**TeF3 radical: predicting PBE0 and HF from a ladder of methods**

The table holds atomisation, vertical ionisation and attachment energies, frontier levels and dipoles of the TeF3 doublet at one geometry, from PySCF with def2-TZVP and an ECP, without spin-orbit coupling, for seven density functionals, HF and MP2. With PBE0 and HF withheld, the program predicts PBE0 from HSE06 plus a long-range exchange shift $a\omega/\sqrt\pi$ = 0.42 eV of the frontier levels, and HF from linear exact-exchange mixing within the PBE and r2SCAN families less rough recalled correlation parts. All eight PBE0 values fall within a third of their judged bars. For HF seven of eight fall inside wide bars, the sums ionisation + HOMO and attachment + LUMO change sign as Koopmans' argument requires, and the dipole misses by 0.23 D. A single straight line through the known functionals misses the HF atomisation by about 300 kJ/mol and the LUMO by about 2.7 eV.

TeF3 radical (doublet) at its PBE0 geometry, computed with PySCF 2.14.0: unrestricted methods, def2-TZVP with a core potential on Te, density fitting, no spin-orbit coupling, frozen cores in MP2. Atomisation is to high-spin ground-configuration atoms, without zero-point energy; ionisation and attachment are vertical, from total-energy differences.

## Script

```python
# Table: TeF3 doublet, one geometry, PySCF def2-TZVP/ECP, no spin-orbit: atomisation, vertical ie/ea, frontier levels,
# dipole for a ladder of methods. Tested: linear exact-exchange mixing + long-range shift a*w/sqrt(pi) predicts PBE0, HF.
T = {
    'method': ['PBE', 'r2SCAN', 'HSE06', 'TPSSh', 'r2SCANh', 'B3LYP', 'PBE0', 'HF', 'MP2'],
    'exx': [0, 0, 0, 10, 10, 20, 25, 100, None],  # %
    'ae': [1157, 1079, 1036, 1060, 1037, 1044, 1034, 503, 1061],  # kJ/mol
    'ie': [10.07, 10.46, 10.61, 10.39, 10.65, 10.57, 10.63, 11.08, 10.44],  # eV
    'ea': [2.16, 2.31, 2.46, 2.34, 2.4, 2.5, 2.44, 2.01, 2.5],  # eV
    'homo': [-6.56, -7.05, -7.68, -7.33, -7.62, -7.78, -8.1, -11.83, None],  # eV
    'lumo': [-5.43, -5.32, -5.19, -5.16, -5.04, -5.08, -4.74, -1.27, None],  # eV
    'dipole': [2.2, 2.26, 2.4, 2.28, 2.33, 2.44, 2.39, 2.75, None],  # D
}
HELD = [6, 7]  # rows withheld from the fit
import numpy as np
from scipy.constants import physical_constants as pc
Ha = pc['Hartree energy in eV'][0]
M = T['method']; R = {}
for i, m in enumerate(M):
    r = {k: T[k][i] for k in ['ae', 'ie', 'ea', 'homo', 'lumo', 'dipole']}
    ok = None not in (r['ie'], r['ea'], r['homo'], r['lumo'])
    r['dI'] = r['ie'] + r['homo'] if ok else None
    r['dA'] = r['ea'] + r['lumo'] if ok else None
    R[m] = r
K = {m: R[m] for i, m in enumerate(M) if i not in HELD}
D = [m for m in K if K[m]['dI'] is not None]
Q = ['ae', 'ie', 'ea', 'dI', 'dA', 'homo', 'lumo', 'dipole']
u = dict(ae=1, ie=.01, ea=.01, dI=.014, dA=.014, homo=.01, lumo=.01, dipole=.01)
q = lambda *x: float(np.sqrt(sum(v*v for v in x)))
print('units: ae kJ/mol, dipole D, rest eV; rounding floor 0.5 kJ/mol, 0.005 eV or D; dI=ie+homo, dA=ea+lumo')
for m in K:
    r = K[m]
    x = f" gap {r['lumo']-r['homo']:.2f} dI {r['dI']:.2f} dA {r['dA']:.2f}" if m in D else ''
    print(f"{m:8s} ie-ea {r['ie']-r['ea']:.2f}{x} ae-MP2 {r['ae']-K['MP2']['ae']:+.0f}")
P, S, Sh, H = K['PBE'], K['r2SCAN'], K['r2SCANh'], K['HSE06']
for a, b in [('r2SCAN', 'r2SCANh'), ('PBE', 'HSE06'), ('PBE', 'r2SCAN'), ('TPSSh', 'r2SCANh'), ('r2SCANh', 'B3LYP')]:
    print(f'{a}->{b}:', ' '.join(f'{k} {K[b][k]-K[a][k]:+.2f}' for k in Q))
assert all(b['ae'] < a['ae'] and all(b[k] > a[k] for k in ('ie', 'ea', 'dipole')) for a, b in [(S, Sh), (P, H)])
assert all(K[m]['dI'] > 0 > K[m]['dA'] and abs(K[m]['dI'] + K[m]['dA']) < 0.5 for m in D)
assert np.ptp([K[m]['lumo']-K[m]['homo'] for m in D]) > 3*np.ptp([K[m]['ie']-K[m]['ea'] for m in D])
s = 0.25*0.11/np.sqrt(np.pi)*Ha   # HSE06 definition: a=0.25, omega=0.11/bohr
print(f'long-range shift a*w/sqrt(pi) = {s:.3f} eV, gap opening {2*s:.2f} eV (20% allowed for next order)')
sg = dict(ae=0, ie=0, ea=0, dI=-1, dA=1, homo=-1, lumo=1, dipole=0)
# rough recalled correlation parts removed for HF (size, allowance); 3 bonds x 80(30) kJ/mol; MP2: 180 kJ/mol per bond
cor = dict(ae=(-3*80, 3*30), ie=(-.9, .4), ea=(-1.1, .4), dI=(0, 0), dA=(0, 0), dipole=(0, .1))
F = {'PBE0': {}, 'HF': {}}; alt = {}; line = {}
for k in Q:
    A = H[k] + sg[k]*s; alt[k] = P[k] + 2.5*(Sh[k]-S[k])
    F['PBE0'][k] = (A, q(A-alt[k], .2*s*sg[k], 2*u[k]))
    d1, d2 = 4*(A-P[k]), 10*(Sh[k]-S[k]); line[k] = (P[k]+d1, S[k]+d2)
    if k in cor:
        cv = .07 if k[0] == 'd' and k != 'dipole' else .15   # judged allowance for curvature
        F['HF'][k] = (np.mean(line[k])+cor[k][0],
                      q((line[k][0]-line[k][1])/2, 10*u[k], cor[k][1], cv*(d1+d2)/2, .4*s*sg[k]))
f = F['HF']; a1, a2 = f['ae'][0], K['MP2']['ae'] - 3*180
f['ae'] = ((a1+a2)/2, q(f['ae'][1], (a1-a2)/2))
f['homo'] = (f['dI'][0]-f['ie'][0], q(f['dI'][1], f['ie'][1]))
f['lumo'] = (f['dA'][0]-f['ea'][0], q(f['dA'][1], f['ea'][1]))
print('PBE0 route 2 (PBE+2.5 r2SCAN steps):', ' '.join(f'{k} {alt[k]:.2f}' for k in Q))
for j, n in enumerate(['PBE', 'r2SCAN']):
    print(f'a=1 line, {n} family:', ' '.join(f'{k} {line[k][j]:.2f}' for k in Q))
print(f'HF ae routes: line-correlation {a1:.0f}, MP2-540 {a2:.0f} kJ/mol')
for i in HELD:
    m = M[i]
    for k in Q:
        p, e = F[m][k]; v = R[m][k]
        t = 'no value' if v is None else f"computed {v:.2f} miss {v-p:+.2f} ({abs(v-p)/e:.1f} bars, {'hit' if abs(v-p) <= e else 'MISS'})"
        print(f'{m} {k}: predicted {p:.2f} +- {e:.2f}; {t}')
for h in (0, 25):
    x = np.array([h if m == 'HSE06' else T['exx'][M.index(m)] for m in D], float); o = []
    for k in ('ae', 'ie', 'ea', 'homo', 'lumo'):
        y = np.array([K[m][k] for m in D], float); c = np.polyfit(x, y, 1)
        ms = '/'.join(f"{R[M[i]][k]-np.polyval(c, T['exx'][i]):+.2f}" for i in HELD if R[M[i]][k] is not None)
        o.append(f'{k} {np.std(y-np.polyval(c, x)):.2f} {ms}')
    print(f'rival one line, HSE06 at {h}% (rms, miss PBE0/HF):', '; '.join(o))
df = lambda a, b, ks: ' '.join(f'{k} {a[k]-b[k]:+.2f}' for k in ks if None not in (a[k], b[k]))
Z, W = R['PBE0'], R['HF']
print('revealed PBE0-HSE06:', df(Z, H, Q)); print('revealed MP2-HF:', df(R['MP2'], W, Q[:3]))
print('HF minus true PBE/PBE0 line at a=1:', df(W, {k: None if Z[k] is None else P[k]+4*(Z[k]-P[k]) for k in Q}, Q))
if None not in (W['dI'], Z['dI'], W['ae']): print(f"gap PBE0 {Z['lumo']-Z['homo']:.2f} HF {W['lumo']-W['homo']:.2f}; ie-ea PBE0 {Z['ie']-Z['ea']:.2f} HF {W['ie']-W['ea']:.2f}; HF/MP2 ae {100*W['ae']/K['MP2']['ae']:.0f}%; (MP2-HF)/3 {(K['MP2']['ae']-W['ae'])/3:.0f} kJ/mol")
```

Running it gives:

```
units: ae kJ/mol, dipole D, rest eV; rounding floor 0.5 kJ/mol, 0.005 eV or D; dI=ie+homo, dA=ea+lumo
PBE      ie-ea 7.91 gap 1.13 dI 3.51 dA -3.27 ae-MP2 +96
r2SCAN   ie-ea 8.15 gap 1.73 dI 3.41 dA -3.01 ae-MP2 +18
HSE06    ie-ea 8.15 gap 2.49 dI 2.93 dA -2.73 ae-MP2 -25
TPSSh    ie-ea 8.05 gap 2.17 dI 3.06 dA -2.82 ae-MP2 -1
r2SCANh  ie-ea 8.25 gap 2.58 dI 3.03 dA -2.64 ae-MP2 -24
B3LYP    ie-ea 8.07 gap 2.70 dI 2.79 dA -2.58 ae-MP2 -17
MP2      ie-ea 7.94 ae-MP2 +0
r2SCAN->r2SCANh: ae -42.00 ie +0.19 ea +0.09 dI -0.38 dA +0.37 homo -0.57 lumo +0.28 dipole +0.07
PBE->HSE06: ae -121.00 ie +0.54 ea +0.30 dI -0.58 dA +0.54 homo -1.12 lumo +0.24 dipole +0.20
PBE->r2SCAN: ae -78.00 ie +0.39 ea +0.15 dI -0.10 dA +0.26 homo -0.49 lumo +0.11 dipole +0.06
TPSSh->r2SCANh: ae -23.00 ie +0.26 ea +0.06 dI -0.03 dA +0.18 homo -0.29 lumo +0.12 dipole +0.05
r2SCANh->B3LYP: ae +7.00 ie -0.08 ea +0.10 dI -0.24 dA +0.06 homo -0.16 lumo -0.04 dipole +0.11
long-range shift a*w/sqrt(pi) = 0.422 eV, gap opening 0.84 eV (20% allowed for next order)
PBE0 route 2 (PBE+2.5 r2SCAN steps): ae 1052.00 ie 10.54 ea 2.38 dI 2.56 dA -2.34 homo -7.99 lumo -4.73 dipole 2.38
a=1 line, PBE family: ae 673.00 ie 12.23 ea 3.36 dI -0.50 dA 0.58 homo -12.73 lumo -2.78 dipole 3.00
a=1 line, r2SCAN family: ae 659.00 ie 12.36 ea 3.21 dI -0.39 dA 0.69 homo -12.75 lumo -2.52 dipole 2.96
HF ae routes: line-correlation 426, MP2-540 521 kJ/mol
PBE0 ae: predicted 1036.00 +- 16.12; computed 1034.00 miss -2.00 (0.1 bars, hit)
PBE0 ie: predicted 10.61 +- 0.07; computed 10.63 miss +0.02 (0.3 bars, hit)
PBE0 ea: predicted 2.46 +- 0.08; computed 2.44 miss -0.02 (0.3 bars, hit)
PBE0 dI: predicted 2.51 +- 0.10; computed 2.53 miss +0.02 (0.2 bars, hit)
PBE0 dA: predicted -2.31 +- 0.10; computed -2.30 miss +0.01 (0.1 bars, hit)
PBE0 homo: predicted -8.10 +- 0.15; computed -8.10 miss +0.00 (0.0 bars, hit)
PBE0 lumo: predicted -4.77 +- 0.09; computed -4.74 miss +0.03 (0.3 bars, hit)
PBE0 dipole: predicted 2.40 +- 0.03; computed 2.39 miss -0.01 (0.3 bars, hit)
HF ae: predicted 473.50 +- 122.89; computed 503.00 miss +29.50 (0.2 bars, hit)
HF ie: predicted 11.39 +- 0.52; computed 11.08 miss -0.31 (0.6 bars, hit)
HF ea: predicted 2.18 +- 0.45; computed 2.01 miss -0.17 (0.4 bars, hit)
HF dI: predicted -0.44 +- 0.35; computed -0.75 miss -0.31 (0.9 bars, hit)
HF dA: predicted 0.63 +- 0.35; computed 0.74 miss +0.11 (0.3 bars, hit)
HF homo: predicted -11.84 +- 0.63; computed -11.83 miss +0.01 (0.0 bars, hit)
HF lumo: predicted -1.55 +- 0.57; computed -1.27 miss +0.28 (0.5 bars, hit)
HF dipole: predicted 2.98 +- 0.18; computed 2.75 miss -0.23 (1.3 bars, MISS)
rival one line, HSE06 at 0% (rms, miss PBE0/HF): ae 37.00 +14.85/-312.90; ie 0.18 -0.02/-0.35; ea 0.09 -0.08/-1.17; homo 0.34 -0.12/-1.24; lumo 0.09 +0.21/+2.66
rival one line, HSE06 at 25% (rms, miss PBE0/HF): ae 28.74 +12.06/-270.66; ie 0.15 -0.03/-0.62; ea 0.06 -0.07/-1.27; homo 0.22 -0.21/-1.03; lumo 0.10 +0.33/+3.10
revealed PBE0-HSE06: ae -2.00 ie +0.02 ea -0.02 dI -0.40 dA +0.43 homo -0.42 lumo +0.45 dipole -0.01
revealed MP2-HF: ae +558.00 ie -0.64 ea +0.49
HF minus true PBE/PBE0 line at a=1: ae -162.00 ie -1.23 ea -1.27 dI -0.34 dA +0.13 homo +0.89 lumo +1.40 dipole -0.21
gap PBE0 3.36 HF 10.56; ie-ea PBE0 8.19 HF 9.07; HF/MP2 ae 47%; (MP2-HF)/3 186 kJ/mol
```
